\textbf{Question.} Notes on oxide surfaces give the Madelung constant of a rocksalt (100) surface ion as $(1.7476+1.6155)/2=1.6816$, the mean of the bulk and free-monolayer values, and say that deeper layers approach the bulk by a factor $e^{-\pi\sqrt2}\approx0.012$ per layer. Is the mean exact or a rule of thumb? Is there a model small enough to solve by hand? And how much does it lower the charge-transfer gap at NiO(100)?

\textbf{Answer.} The mean is exact for point charges on an unrelaxed lattice. The factor gives the magnitude of the decay, and the deviation alternates in sign from layer to layer. One Fourier mode per plane shows both in closed form.

\textbf{Conventions.} Ions carry $\pm Ze$, and $d=a/2$ is both the nearest-neighbour distance and the (100) plane spacing. The crystal is semi-infinite, with layers $k=0$ (surface), $1,2,\dots$ The potential that all other ions produce at an ion of charge $\pm Ze$ in layer $k$ defines $\alpha_k$:
\begin{equation}
\phi_k=\mp\,\alpha_k\,\frac{Ze}{4\pi\varepsilon_0 d}.
\end{equation}

\textbf{General statement.} Let $\alpha_m$ be the contribution of the ion's own plane and $t_n$ that of the plane $n$ steps away. If each plane is a mirror plane of the stack, $t_{-n}=t_n$. With $S=\sum_{n\ge1}t_n$,
\begin{equation}
\alpha_b=\alpha_m+2S,\qquad \alpha_0=\alpha_m+S
\quad\Rightarrow\quad \alpha_0=\tfrac12(\alpha_b+\alpha_m).
\label{mean}
\end{equation}
Neutrality and the mirror make each plane free of net charge and of a normal dipole. Its potential then has no laterally uniform part, $S$ converges exponentially, and no macroscopic potential step enters. Charged planes, as in rocksalt (111), fall outside the statement.

\textbf{Potential of one plane.} A (100) plane is a checkerboard with charges $(-1)^{i+j}$ at $(id,jd)$. The two-dimensional Fourier transform of $1/\sqrt{r^2+z^2}$ is $2\pi e^{-G|z|}/G$. The alternating sign selects $\mathbf G=(\pi/d)(p,q)$ with $p,q$ odd, so Poisson summation gives, at height $nd$ above a site,
\begin{equation}
f(n)=\sum_{i,j}\frac{(-1)^{i+j}}{\sqrt{i^2+j^2+n^2}}
=2\sum_{p,q\ \mathrm{odd}}\frac{e^{-\pi\rho n}}{\rho},\qquad \rho=\sqrt{p^2+q^2}.
\label{f}
\end{equation}
The ion $n$ planes directly below a given ion has relative sign $(-1)^n$, and $\alpha$ counts unlike neighbours as positive, so $t_n=(-1)^{n+1}f(n)$.

The same method applied to alternating rows gives the monolayer. The ion's own row contributes $2\ln2$. The transform of $1/\sqrt{x^2+n^2}$ is $2K_0(|g|n)$, taken at $g=\pi p$ with $p$ odd of either sign, so
\begin{equation}
\alpha_m=2\ln 2+8\sum_{n\ge1}(-1)^{n+1}\sum_{p=1,3,\dots}K_0(\pi pn)=1.61554 .
\end{equation}

\textbf{One-mode model.} Keep only the four shortest vectors $(\pm1,\pm1)$, with $\rho=\sqrt2$. They combine into the single standing wave $\cos(\pi x/d)\cos(\pi y/d)$, whose potential decays over $d/(\pi\sqrt2)$. Then
\begin{equation}
t_n=-A(-\lambda)^n,\qquad A=4\sqrt2=5.657,\qquad \lambda=e^{-\pi\sqrt2}=0.011762 ,
\end{equation}
and the sum over planes is geometric:
\begin{equation}
S_1=\frac{A\lambda}{1+\lambda}=\frac{4\sqrt2}{e^{\pi\sqrt2}+1}=0.06576 .
\end{equation}
The model has $\alpha_b=\alpha_m+2S_1=1.74707$ and $\alpha_0=\alpha_m+S_1=1.68130$, which satisfy Eq.~(\ref{mean}) identically. An ion in layer $k$ has all planes below it and only $k$ above, so it lacks the terms $n>k$:
\begin{equation}
\delta_k\equiv\alpha_k-\alpha_b=-\sum_{n>k}t_n=-S_1(-\lambda)^k .
\label{dk}
\end{equation}
The ratio of successive deviations is exactly $-\lambda$. The surface ion misses an unlike neighbour directly above it and has a smaller $\alpha$. For the ion in layer 1 the first missing plane is two steps up, with a like ion overhead, so $\alpha_1$ lies slightly above the bulk value. For a film of $N$ planes the same series gives a surface value $\alpha_m+S_1[1-(-\lambda)^{N-1}]$, so a bilayer already has $S_1$ to within the fraction $\lambda$.

\textbf{Comparison with the full lattice.} Every vector in Eq.~(\ref{f}) gives its own geometric series:
\begin{equation}
\delta_k=-2(-1)^k\sum_{p,q\ \mathrm{odd}}\frac{e^{-\pi\rho k}}{\rho\,(e^{\pi\rho}+1)},\qquad S=-\delta_0=0.06601 .
\end{equation}
Hence $\alpha_b=1.74756$ and $\alpha_0=1.68155$, the numbers in the question. The single mode holds 99.6\,\% of $S$, and the eight vectors with $\rho=\sqrt{10}$ supply $2.45\times10^{-4}$, nearly all the rest. Equation~(\ref{mean}) holds mode by mode, so it is exact in the model and in the full lattice. The constant ratio is exact only in the model. In the full sum $\delta_1/\delta_0=-0.01172$ and $\delta_2/\delta_1=-0.01176$, tending to $-\lambda$ as the shorter waves die out.

\textbf{Two levels for NiO.} In a charge-transfer insulator the gap excitation takes an electron from O $2p$ to Ni $3d$, $d^8\to d^9\underline{L}$, where $\underline{L}$ is a ligand hole. Give each layer one O level and one Ni addition level. The potential is positive at O and negative at Ni, and the electron has charge $-e$, so
\begin{equation}
\epsilon_p=\epsilon_p^0-Z\alpha_kE_d,\qquad \epsilon_d=\epsilon_d^0+Z\alpha_kE_d,\qquad E_d=\frac{e^2}{4\pi\varepsilon_0 d},
\end{equation}
where the on-site energies $\epsilon^0$, which include the $d$--$d$ repulsion, are assumed equal in all layers. They cancel in the change of $\Delta=\epsilon_d-\epsilon_p$ relative to the bulk. For a transfer from O in layer $k$ to Ni in layer $k'$,
\begin{equation}
\delta\Delta_{kk'}=Z(\delta_k+\delta_{k'})E_d,\qquad
\delta\Delta_{00}=-Z(\alpha_b-\alpha_m)E_d .
\end{equation}
The surface shift thus needs only the bulk and monolayer constants.

With the compiled lattice constant $a=0.4171$\,nm (Liu 2019, cubic cell), $d=0.20855$\,nm and $E_d=1.106\times10^{-18}$\,J $=6.905$\,eV. Assume the formal charge $Z=2$. The site potential $Z\alpha E_d/e$ falls from 24.13\,V in the bulk to 23.22\,V at the surface, so the O level rises and the Ni level drops by 0.91\,eV each.

\begin{center}
\begin{tabular}{cccc}
$k$ & $\delta_k$, one mode & $\delta_k$, full & $\delta\Delta_{kk}$ (eV), full\\ \hline
0 & $-0.06576$ & $-0.06601$ & $-1.82$\\
1 & $7.735\times10^{-4}$ & $7.735\times10^{-4}$ & $0.021$\\
2 & $-9.098\times10^{-6}$ & $-9.098\times10^{-6}$ & $-2.5\times10^{-4}$
\end{tabular}
\end{center}

One mode also gives $-1.82$\,eV for $k=0$. A transfer between the surface layer and layer 1 shifts by $-0.90$\,eV, about half as much. The effect belongs to the outermost plane and is not band bending. A $d$--$d$ transfer between two Ni ions of the same layer is not shifted at all by this mechanism, since both sites move together.

\textbf{What the model leaves out.} The lattice sum is exact, while the gap shift is only as good as rigid point ions, and two neglected terms are of its order.

First, an added electron or hole is screened less well near vacuum. In a continuum of dielectric constant $\epsilon$, a charge $e$ at depth $z$ has an image of like sign, $e(\epsilon-1)/(\epsilon+1)$, at distance $2z$, and the self-energy carries a factor one half:
\begin{equation}
W=\frac{\epsilon-1}{\epsilon(\epsilon+1)}\,\frac{e^2}{4\pi\varepsilon_0\,4z}.
\end{equation}
With the compiled $\epsilon_\infty=5.7$ (Chen 2018) and an assumed boundary half a spacing outside the top nuclei, $z=d/2$, $W=0.42$\,eV per carrier. A well separated electron and hole in the surface layer cost 0.85\,eV more, which brings the shift to about $-1.0$\,eV. A continuum at this depth gives a size and no more. For a neighbouring electron--hole pair the cross terms between each carrier and the image of the other cancel part of this.

Second, covalency and ionic polarisation weaken the missing potential. The shift is linear in the static charge, 0.91\,eV per unit of $Z$, and Ni--O mixing lowers $Z$ below 2. The top ions also polarise in the normal field left by the missing planes. Dividing by $\epsilon_\infty$ would give $-0.32$\,eV, but the field varies on the scale of a bond, where a macroscopic constant probably overstates the screening.

Geometry matters less. Moving the top plane by a fraction $s$ of $d$ multiplies $S_1$ by $e^{-\pi\sqrt2 s}$, so an assumed inward relaxation of 1\,\% restores 0.08\,eV. Equal and opposite displacements of O and Ni along the normal cancel in $\Delta$ to first order, because one site gains the $\alpha$ that the other loses and the in-plane change is quadratic.

The rigid-ion model's value is therefore $\delta\Delta_{00}\approx-1.8$\,eV, and about $-1.0$\,eV with the image term. As typical knowledge and not as a measurement, NiO(100) stays insulating, with its gap of typically 4\,eV narrowed by some tenths of an eV up to roughly 1\,eV, so the bare figure overshoots by about a factor of two or more. What the model fixes exactly, for point ions, is the sign of the Madelung term, its value $-Z(\alpha_b-\alpha_m)E_d$, and its confinement to one plane through Eq.~(\ref{dk}).